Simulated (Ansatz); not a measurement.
## A series in volume scale on YBRh3

All results are calculated (Ansatz 0.2.0). Free energy against uniform scaling of the volume at fixed shape and fractions; periodic cell, basis, potentials, k mesh and filling as listed.

The cell before it is scaled or strained (space group Pm-3m, No. 221):
```
cell vectors (Å)
   4.1641     0.0000     0.0000
   0.0000     4.1641     0.0000
   0.0000     0.0000     4.1641
atoms (fractions of the cell vectors)
Y   0.00000  0.00000  0.00000
B   0.50000  0.50000  0.50000
Rh  0.00000  0.50000  0.50000
Rh  0.50000  0.00000  0.50000
Rh  0.50000  0.50000  0.00000
```

Settings of every row: functional PBEsol; dispersion none; potentials PAW; wave cutoff 500 eV; density cutoff 2000 eV; k mesh 6x6x6; k shift 0x0x0; occupations cold; smearing width 0.1 eV; spin none.

Limits: coarse k mesh, up to 40 meV an atom off.

```
row  volume scale  V (Å³/atom)  pressure (GPa)  energy above lowest point (meV/atom)
  1          0.92       13.286           17.34                                  49.8
  2        0.9467       13.671            9.88                                  17.3
  3        0.9733       14.055               ?                                     ?
  4             1       14.441           -2.08                                     0
  5        1.0267       14.826           -6.84                                  10.9
  6        1.0533       15.211          -10.94                                  32.4
  7          1.08       15.596          -14.47                                    63
```

Question: what pressure and energy above lowest point should row 3 give?

Worked fit of pressure. Take u = (V_r/V)^(2/3) − 1 with V_r = 14.634 Å³ an atom, which is twice the finite (Eulerian) strain; such expansions in the strain, on which the Birch-Murnaghan equation of state is built, carry the rest volume and the bulk modulus. The shown rows have u = 0.06655, 0.04643, 0.00889, -0.00865, -0.02545, -0.04156. Least squares give pressure = −4.555 + 271.28 × u + 818.1 × u² + 740 × u³ GPa; a parabola predicts inner rows, each left out in turn, worse (root mean square 0.036 against 0.004 GPa). All shown rows lie on it to the printed digit. The pressure vanishes at u = 0.0160, or V = 14.29 Å³ an atom, and there the bulk modulus at fixed shape and fractions is B = −V dP/dV = (2/3)(1 + u) dP/du = 202 GPa. The withheld row has u = 0.02728, so the fit gives −4.555 + 271.28 × (0.02728) + 818.1 × (0.02728)² + 740 × (0.02728)³ = 3.47 GPa.

The calculation gave 3.46 GPa. The fit lies 0.01 GPa (0.031 % of the column's range) above it, one unit of the last digit.

Worked fit of energy above lowest point. Take u = (V_r/V)^(2/3) − 1 with V_r = 14.634 Å³ an atom, which is twice the finite (Eulerian) strain; such expansions in the strain, on which the Birch-Murnaghan equation of state is built, carry the rest volume and the bulk modulus. The shown rows have u = 0.06655, 0.04643, 0.00889, -0.00865, -0.02545, -0.04156. Least squares give energy above lowest point = 4.04 − 625.3 × u + 19336 × u² + 5882 × u³ meV/atom; a parabola predicts inner rows, each left out in turn, worse (root mean square 0.29 against 0.038 meV/atom). All shown rows lie on it to the printed digit. Its lowest point lies at u = 0.0161, or V = 14.29 Å³ an atom, and the curvature there gives the bulk modulus at fixed shape and fractions, B = (4/9)(1 + u)² E″(u)/V = 202 GPa. The withheld row has u = 0.02728, so the fit gives 4.04 − 625.3 × (0.02728) + 19336 × (0.02728)² + 5882 × (0.02728)³ = 1.5 meV/atom.

The calculation gave 1.5 meV/atom. The fit meets it to the printed digit.
